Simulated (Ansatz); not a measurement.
# Decay constant of the tunnelling density against sample bias for Cr monolayers on Be(0001) and Co(0001), PBE

We calculate how fast the density of states between the Fermi level and the sample bias decays into the vacuum above a Cr monolayer on Be(0001) and on Co(0001), and how this decay changes with bias. The decay constant κ sets how strongly the current of a scanning tunnelling microscope responds to tip height, so it matters for reading apparent heights and spin contrast on magnetic films. We measure κ against κ₀, the value for an electron at the top of the energy window with no momentum along the surface. Both films were started ferromagnetic, but neither stayed so: Cr on Be(0001) lost its moments, and on Co(0001) the Cr moments ended small and antiparallel to those of Co.

## Systems and settings

Ansatz 0.2.0, plane-wave Kohn-Sham DFT with its default PAW datasets at cutoffs of 420 eV, level as listed. Slabs and stacks are built by hand and relaxed; a single point with 17 Å of vacuum, a dipole correction, Fermi-Dirac smearing of 0.05 eV and meshes of 18 points along the first in-plane vector gives the density of the states between the Fermi level and the sample bias. Its planar mean n(z) is fitted as exp(−2κz) between 3 and 5 Å above the top atom. Spin-polarised where magnetic elements are present, no spin-orbit coupling.

Notes on method and selection:

- A free electron at the Fermi level with no momentum along the surface decays with κ₀ = 0.5123·√Φ Å⁻¹, Φ in eV; momentum along the surface raises κ, and the slow approach of the potential to the vacuum level lowers it.
- The tip is left out (Tersoff-Hamann).
- Slabs this thin have discrete subbands, so κ depends on which of them fall in the window.
- Windows narrower than 0.1 V hold too few states on these meshes and are not listed; a blank corrugation was not computed at that height.
- Runs in which the search for lower states was switched off are not listed.
- Work functions and vacuum levels are read from the electrostatic potential (Hartree and local ionic parts), which a warning of a rough exchange-correlation potential in thin density does not concern.
- Sites and patterns name the starting structure; atoms can leave their sites in the relaxation.
- The default PAW datasets of this version of Ansatz are the set soft_2.
- Runs that did not converge, have known faults or may not be shown are not listed, and runs on Ansatz's PAW sets soft_1 and soft_2 are kept to separate tables.

Columns:

- bias (V): sample bias; negative images filled states.
- κ₀ of window top (Å⁻¹): 0.5123·√(Φ − E) for the highest energy E in the window, from the Fermi level.
- κ (Å⁻¹): decay constant κ of the window's density.
- corrugation (Å): corrugation at constant current, set to the mean density at the first listed height.

## Computed values

| member | surface | bias (V) | κ₀ of window top (Å⁻¹) | κ (Å⁻¹) | corrugation (Å) |
| --- | --- | --- | --- | --- | --- |
| −1.2 V | Cr monolayer on Be(0001), started ferromagnetic (PBE, Φ 5.69 eV, 3 Å) | −1.2 | 1.222 | 1.324 | 0.0019 |
| −0.4 V | Cr monolayer on Be(0001), started ferromagnetic (PBE, Φ 5.69 eV, 3 Å) | −0.4 | 1.222 | 1.493 | 0.0373 |
| +0.4 V | Cr monolayer on Be(0001), started ferromagnetic (PBE, Φ 5.69 eV, 3 Å) | 0.4 | 1.178 | 1.494 | 0.0475 |
| +1.2 V | Cr monolayer on Be(0001), started ferromagnetic (PBE, Φ 5.69 eV, 3 Å) | 1.2 | 1.085 | 1.538 | 0.0802 |
| −2 V | Cr monolayer on Co(0001), started ferromagnetic (PBE, Φ 5.29 eV, 3 Å) | −2.0 | 1.178 | 1.230 | 0.0299 |
| −1 V | Cr monolayer on Co(0001), started ferromagnetic (PBE, Φ 5.29 eV, 3 Å) | −1.0 | 1.178 | 1.212 | 0.0242 |
| −0.3 V | Cr monolayer on Co(0001), started ferromagnetic (PBE, Φ 5.29 eV, 3 Å) | −0.3 | 1.178 | 1.171 | 0.0041 |
| +0.3 V | Cr monolayer on Co(0001), started ferromagnetic (PBE, Φ 5.29 eV, 3 Å) | 0.3 | 1.144 | 1.207 | 0.0177 |
| +1 V | Cr monolayer on Co(0001), started ferromagnetic (PBE, Φ 5.29 eV, 3 Å) | 1.0 | 1.061 | ? | ? |
| +2 V | Cr monolayer on Co(0001), started ferromagnetic (PBE, Φ 5.29 eV, 3 Å) | 2.0 | 0.929 | 1.157 | 0.0655 |

Cells marked ? are withheld until the estimate has been made.

## The trend and its physics

On Be(0001) κ rises from 1.324 Å⁻¹ at −1.2 V to 1.538 Å⁻¹ at +1.2 V, with almost no change between −0.4 and +0.4 V. The barrier alone would give the opposite sign, since κ₀ falls from 1.222 to 1.085 Å⁻¹. Momentum along the surface, k, can account for this, because it raises the decay roughly as κ² = κ₀² + k². At −0.4 V this gives k = √(1.493² − 1.222²) = 0.86 Å⁻¹, a sizeable part of the way to the zone boundary.

Widening the filled window to −1.2 V lowers κ by 0.169 Å⁻¹, although the added states lie deeper and face a higher barrier. They probably include a subband near the zone centre. The drop in corrugation from 0.0373 to 0.0019 Å fits this, with the reservation that the mesh for this slab has a lower symmetry than the slab itself, which can affect the corrugation.

On Co(0001) the changes are smaller. For filled states κ grows from 1.171 Å⁻¹ at −0.3 V to 1.230 Å⁻¹ at −2 V, or (1.230 − 1.171) / 1.7 = 0.035 Å⁻¹ per volt of added depth, the sign expected when deeper states meet a higher barrier. For empty states κ falls by 0.050 Å⁻¹ between +0.3 and +2 V, while κ₀ falls by 0.215 Å⁻¹. The window still holds the states near the Fermi level, and the rise in corrugation from 0.0177 to 0.0655 Å suggests that states with more momentum along the surface enter as well.

The work functions explain little of the difference between the films. They shift κ₀ at the Fermi level by 1.222 − 1.178 = 0.044 Å⁻¹, whereas κ differs by 1.493 − 1.171 = 0.322 Å⁻¹ between the −0.4 V window on Be and the −0.3 V window on Co. In these two windows the density falls about 20-fold per Å on Be(0001) and about 10-fold on Co(0001).

## Estimating the withheld member

Plain estimates from the members shown:

- +1 V (Cr monolayer on Co(0001), started ferromagnetic (PBE, Φ 5.29 eV, 3 Å)), straight-line interpolation between +0.3 V and +2 V: w = (1.0 − 0.3) / (2.0 − 0.3) = 0.412, so 1.207 + 0.412 × (1.157 − 1.207) = 1.186 Å⁻¹

For +1 V on Co(0001) we use the straight line between +0.3 and +2 V, which gives 1.186 Å⁻¹. Both neighbours belong to the same slab and the same sign of bias, and the three windows are nested: the +1 V window contains all states of the +0.3 V window and is contained in that of +2 V.

The known fall of the barrier hardly changes the result. The excess κ − κ₀ is 1.207 − 1.144 = 0.063 Å⁻¹ at +0.3 V and 1.157 − 0.929 = 0.228 Å⁻¹ at +2 V. Interpolating it instead of κ gives 0.063 + 0.412 × (0.228 − 0.063) = 0.131, and 1.061 + 0.131 = 1.192 Å⁻¹. The larger uncertainty is the energy at which new subbands enter. Cr d states with large momentum along the surface, if they lie below +1 eV, would push κ above the line; a subband near the zone centre would pull it below. The columns give no size for either, so we apply no shift.

The same interpolation can be tried on the three inner members of the Co series that have a value. It gives 1.230 + (1.0 / 1.7) × (1.171 − 1.230) = 1.195 against 1.212 Å⁻¹ at −1 V, 1.212 + (0.7 / 1.3) × (1.207 − 1.212) = 1.209 against 1.171 at −0.3 V, and 1.171 + (0.6 / 2.3) × (1.157 − 1.171) = 1.167 against 1.207 at +0.3 V. The misses of 0.017, 0.038 and 0.04 have a root mean square of 0.033 Å⁻¹, which we take as the standard deviation. Two of these trials cross zero bias, where the window changes from filled to empty states, so they may be harsher than the present case.

**Committed estimate, +1 V (Cr monolayer on Co(0001), started ferromagnetic (PBE, Φ 5.29 eV, 3 Å)): κ = 1.19 ± 0.03 Å⁻¹.**

## How the estimate fared

| member | surface | bias (V) | κ₀ of window top (Å⁻¹) | κ (Å⁻¹) | corrugation (Å) |
| --- | --- | --- | --- | --- | --- |
| +1 V | Cr monolayer on Co(0001), started ferromagnetic (PBE, Φ 5.29 eV, 3 Å) | 1.0 | 1.061 | 1.217 | 0.0487 |

| member | estimate | κ (Å⁻¹) | computed | estimate − computed | miss in error bars |
| --- | --- | --- | --- | --- | --- |
| +1 V (Cr monolayer on Co(0001), started ferromagnetic (PBE, Φ 5.29 eV, 3 Å)) | committed | 1.190 | 1.217 | −0.027 | 0.9 |
| +1 V (Cr monolayer on Co(0001), started ferromagnetic (PBE, Φ 5.29 eV, 3 Å)) | interpolation | 1.186 | 1.217 | −0.031 |  |

The computed 1.217 Å⁻¹ lies inside our error bar: the estimate of 1.19 ± 0.03 was too low by 0.027, or 0.9 error bars. The plain interpolation missed by 0.031, and our gain over it comes only from rounding. The mean of the other five Co members, (1.230 + 1.212 + 1.171 + 1.207 + 1.157) / 5 = 1.195 Å⁻¹, would have missed by 1.217 − 1.195 = 0.022, so the straight line brought no advantage.

The choice of neighbours gave the right size, but the steady fall between them was wrong. κ rises by 0.010 Å⁻¹ from +0.3 to +1 V and then drops by 0.060 to +2 V. Because the densities of nested windows add, the states between +0.3 and +1 V must on average decay faster than 1.217 Å⁻¹, although their κ₀ is at most 1.144. This requires momentum along the surface of at least about √(1.217² − 1.144²) = 0.4 Å⁻¹. The states added between +1 and +2 V decay more slowly than 1.157 Å⁻¹ on average, which is the sign expected from the lower barrier.

## Residuals

Among the listed windows on Be(0001), the one at −1.2 V stands out. The other three Be windows average (1.493 + 1.494 + 1.538) / 3 = 1.508 Å⁻¹, and its κ lies 1.508 − 1.324 = 0.184 Å⁻¹ below that. The states added between −0.4 and −1.2 V must decay more slowly than 1.324 Å⁻¹ on average. Without momentum along the surface, κ₀ in that range runs from 0.5123 × √(5.69 + 0.4) = 1.264 to 0.5123 × √(5.69 + 1.2) = 1.345 Å⁻¹, so the added density probably comes mainly from states near the zone centre, though the slow approach of the potential to the vacuum level also lowers κ and leaves room for some momentum along the surface. In so thin a slab the energy at which such a subband enters depends on the number of layers, and the bias at which κ drops may shift in a thicker one. Our remark that κ hardly changes between −0.4 and +0.4 V holds for those two windows only and does not describe a plateau. In a narrower window just below the Fermi level, unlisted because it holds too few states, κ came out higher than in any listed Be window.

On Co(0001) the departures are much smaller. The −0.3 V window is the one row in which κ lies below κ₀, by 1.178 − 1.171 = 0.007 Å⁻¹. States with little momentum along the surface, together with the slow approach of the potential to the vacuum level, give this sign. The reservation we made about the corrugation on Be(0001) is also due here: the mesh used to relax the Co slab had a lower symmetry than the starting structure, and the relaxed slab kept that lower symmetry. The rise in corrugation from 0.0177 to 0.0655 Å is therefore weaker evidence for momentum along the surface than we took it to be.

## Closing remarks

Among the listed windows κ stays between 1.157 and 1.230 Å⁻¹ on Co(0001) and between 1.324 and 1.538 Å⁻¹ on Be(0001), and on neither does it follow κ₀. For the four inner Co members, interpolation between neighbours misses by 0.027 Å⁻¹ (root mean square) and the mean of the others by about 0.022, so we draw no rule in bias from this series.

The comparison between the films is less secure than our difference of 0.322 Å⁻¹ suggests. The density above Co(0001) was read in filtered form, whereas no filter is given for Be(0001), and we have not tested what this does to κ. The calculations for both films also warned of a rough exchange-correlation potential in thin density. This does not concern the work functions, but the states we fit decay through just that region, so κ may carry an error whose size our tables do not show. For Co(0001) the single point warned as well that it left less headroom for the magnetic moments than the automatic setting. The relaxation, without that warning, also ended with small Cr moments antiparallel to those of Co, so the magnetic order probably does not hang on it; the effect on κ is untested.

In practice, a barrier height read from the decay as (κ/0.5123)² can mislead. At −0.4 V on Be(0001) it gives (1.493 / 0.5123)² = 8.5 eV against a work function of 5.69 eV, while at −0.3 V on Co(0001) it gives (1.171 / 0.5123)² = 5.2 eV against 5.29 eV.

The field of the tip is left out. With a tip of equal work function it changes the mean barrier by about half the bias, which at 2 V shifts κ by roughly 0.1 Å⁻¹, upwards for empty and downwards for filled states. That exceeds the whole spread on Co(0001).
